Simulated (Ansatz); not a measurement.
# Work function of unrelaxed Nb(110) films from 1 to 13 layers in PBE

Thin niobium films serve as electrodes in superconducting tunnel junctions, where the work function of the metal helps to set the height of the barrier that electrons must cross. If that work function still depended on film thickness, a change of one atomic layer would alter the barrier. We therefore ask how many layers a Nb(110) film needs before its work function settles. We calculate it in PBE for free-standing, spin-paired slabs with atoms at bulk places, as the vacuum level less the Fermi level. Each film is compared with the 13-layer slab, which stands for the thick film at 4.541 eV. The comparison is thus between calculated films, and no measured work function enters it.

## How the numbers were made

Ansatz 0.2.0, plane-wave Kohn-Sham DFT with its default PAW datasets at a cutoff of 420 eV. Symmetric 1×1 slabs of 1 to 13 layers are cut at the tabulated measured lattice constant with atoms at bulk places and 18 Å of vacuum. In-plane k-spacing 0.16 Å⁻¹ (2π included), Fermi-Dirac smearing of 0.1 eV, dipole correction on. Spin-paired. Scalar-relativistic, no spin-orbit coupling. PBE. The crystal is bcc; the mesh is the same for all thicknesses of a face.

Notes on method and selection:

- Confinement between the two faces quantises the states along the normal, so values can oscillate with thickness.
- The atoms are not relaxed; free films of one to three layers would take another lattice constant.
- Open faces such as bcc (111) relax strongly, so their unrelaxed values are a weak test against measured ones.
- Very thin films of spin-paired d elements may in truth carry a moment.
- Runs in which the search for lower states was switched off are not listed.
- Work functions and vacuum levels are read from the electrostatic potential (Hartree and local ionic parts), which a warning of a rough exchange-correlation potential in thin density does not concern.
- Error sizes named in these notes are rules of thumb and were not measured on these runs.
- The default PAW datasets of this version of Ansatz are the set soft_2.
- Runs that did not converge, have known faults or may not be shown are not listed, and runs on Ansatz's PAW sets soft_1 and soft_2 are kept to separate tables.
- A language model judged 1 of the measured values at hand unlike the computed quantity or outlying; they, and members whose columns rest on them, are left out, so mean errors are over the rest.

Columns:

- layers: number of atomic layers.
- thickness (Å): distance between the outermost atomic planes.
- Φ (eV): work function: vacuum level outside the slab less the Fermi level.
- ΔΦ to thickest (eV): work function less that of the thickest slab of the same face.

Input lines of one member:

```
kpoints:
  mp_grid: { grid: [15, 15, 1] }
hamiltonian:
  xc: pbe
scf:
  occupations: { method: fermi_dirac, width: 0.1 }
  convergence: { dr2_threshold: 1.0e-09 }
efield:
  axis: 3
  dipole_correction: true
  ramp_position: 0.97
  ramp_width: 0.06
output:
  write_potential: true
  write_density: true
```

Command (options for logging and memory left out): `ansatz run input.yaml --threads 2 --backend cpu`

## The series

| member | layers | thickness (Å) | Φ (eV) | ΔΦ to thickest (eV) |
| --- | --- | --- | --- | --- |
| 1 layer | 1 | 0.00 | 4.626 | 0.08482 |
| 2 layers | 2 | 2.33 | 4.503 | −0.03824 |
| 3 layers | 3 | 4.67 | 4.563 | 0.02193 |
| 4 layers | 4 | 7.00 | 4.533 | −0.00854 |
| 5 layers | 5 | 9.33 | ? | ? |
| 6 layers | 6 | 11.67 | 4.542 | 0.00089 |
| 7 layers | 7 | 14.00 | 4.542 | 0.00042 |
| 8 layers | 8 | 16.33 | 4.542 | 0.00026 |
| 10 layers | 10 | 21.00 | 4.541 | −0.00035 |
| 13 layers | 13 | 28.00 | 4.541 | 0.00000 |

Cells marked ? are withheld until the estimate has been made.

## Interpretation

The work function approaches its thick-film value by alternation. The single layer lies above the 13-layer slab, two layers lie below it, three above and four below. The successive steps are 4.503 − 4.626 = −0.123 eV, 4.563 − 4.503 = +0.060 eV and 4.533 − 4.563 = −0.030 eV, so each is about half the one before and of opposite sign. From six layers on, every film shown lies within 0.001 eV of the thickest. Differences that small are comparable with what the k-mesh and smearing can cause, and we read no physics into their signs.

Two effects may contribute to this pattern. The first is confinement. An electron wave reflected between the two faces forms standing states with k ≈ nπ/D, where k is the wave number along the normal, n an integer and D the effective width of the film. Each added layer shifts these levels and changes how they are filled, which moves the Fermi level and the charge that spills out at the faces. The work function can then swing either way. The swings shrink as the levels crowd together, and the smearing of 0.1 eV damps them further.

The second effect is local bonding. An atom in the single layer keeps only its four nearest neighbours in the plane, out of eight in the bulk, whereas a face atom of any thicker film keeps six. The single layer is therefore a different surface as well as a thinner film, which may add to its large departure of +0.085 eV. Missing neighbours alone would not explain why the sign goes on alternating up to four layers, and confinement is the more likely cause there.

The fixed geometry limits what this says about real films. The thinnest ones would take another lattice constant and might carry a moment. Even at seven layers, relaxing the atoms lowers the work function by far more than the differences left among the thicker films. The rapid settling therefore describes the electronic response at fixed atomic places.

## Predicting the missing value

Plain estimates from the members shown:

- 5 layers, straight-line interpolation between 4 layers and 6 layers: w = (5 − 4) / (6 − 4) = 0.500, so 4.533 + 0.500 × (4.542 − 4.533) = 4.537 eV

The straight line between four and six layers gives 4.537 eV, but it ignores the alternation. The same construction at three layers, between two and four, gives (4.503 + 4.533) / 2 = 4.518 eV against the calculated 4.563 eV, a miss of 4.563 − 4.518 = 0.045 eV.

We instead continue the damped alternation of the departure from the 13-layer slab. Its successive ratios are −0.03824 / 0.08482 = −0.451, 0.02193 / −0.03824 = −0.573 and −0.00854 / 0.02193 = −0.389, with a mean of (−0.451 − 0.573 − 0.389) / 3 = −0.471. For five layers this gives −0.00854 × −0.471 = +0.004 eV, and so 4.541 + 0.004 = 4.545 eV.

The route can be tried on three shown films. With only the earlier ratios it misses three layers by 0.005 eV and four layers by 0.003 eV. Carried one step past five layers, it gives −0.002 eV for six, where the table has +0.001 eV, a miss of 0.003 eV and of the wrong sign. The alternation is thus fading by then, and five layers may already lie closer to the thick-film value than we estimate. The root mean square of the three misses is about 0.004 eV, which we take as one standard deviation.

**Committed estimate, 5 layers: Φ = 4.545 ± 0.004 eV.**

## The withheld result

| member | layers | thickness (Å) | Φ (eV) | ΔΦ to thickest (eV) |
| --- | --- | --- | --- | --- |
| 5 layers | 5 | 9.33 | 4.545 | 0.00348 |

| member | estimate | Φ (eV) | computed | estimate − computed | miss in error bars |
| --- | --- | --- | --- | --- | --- |
| 5 layers | committed | 4.545 | 4.545 | 0.000 | 0.0 |
| 5 layers | interpolation | 4.537 | 4.545 | −0.008 |  |

The estimate of 4.545 eV agrees with the calculated value to the printed digit and lies well inside its error bar of 0.004 eV. The straight line between four and six layers came out 0.008 eV too low, because it places the film below the thick-film value when it in fact lies above.

The damped alternation held for one more layer. The departure from the 13-layer slab changes sign again and shrinks by the factor 0.00348 / −0.00854 = −0.41, within the range of the earlier ratios. Our suspicion that the alternation might already be fading at five layers was not borne out; it breaks at six, where the departure stays positive.

A sign that changes with each layer up to five is what confinement between two nearby faces can produce, and it rules out a smooth one-sided approach. The work functions alone do not identify the electron states responsible.

## Residuals

The single layer stands farthest from the thick-film value, at +0.085 eV. It has no layer beneath its surface, and its atoms keep only their four in-plane nearest neighbours, so both its bonding and its confinement differ most from those of a thick film. The count of neighbours does not by itself fix the sign of the shift.

Two layers follow at −0.038 eV and three at +0.022 eV. Their face atoms already have the six nearest neighbours of a thick film's face, so the lack of deeper layers, with the confinement it brings, is the likelier reason. Both films fit the damped alternation and depart only from the final level.

## Conclusions and limits

For unrelaxed Nb(110) in PBE, four layers, or 0.7 nm between the outermost planes, bring the work function within 9 meV of the 13-layer value, and six layers, or 1.2 nm, bring it within 1 meV. At three, four and five layers, where it can be tested, the alternation gives a better estimate than a straight line between neighbouring thicknesses; at six it no longer holds.

This precision concerns thickness alone. For the seven-layer film, relaxing the atoms shifts the work function by far more than one added layer does at that thickness. In a tunnel junction, the bonds and charge transfer at the contact with the oxide can shift the effective value in either direction, an effect that free-standing films leave out. For such a barrier, once the film has six layers or more, the interface is likely to matter more than one added niobium layer.

[Logs are printed without paths, hosts, clocks, repeated set-up lines and the standing remarks that a program may print on its own settings, such as how far it seeks lower states.]
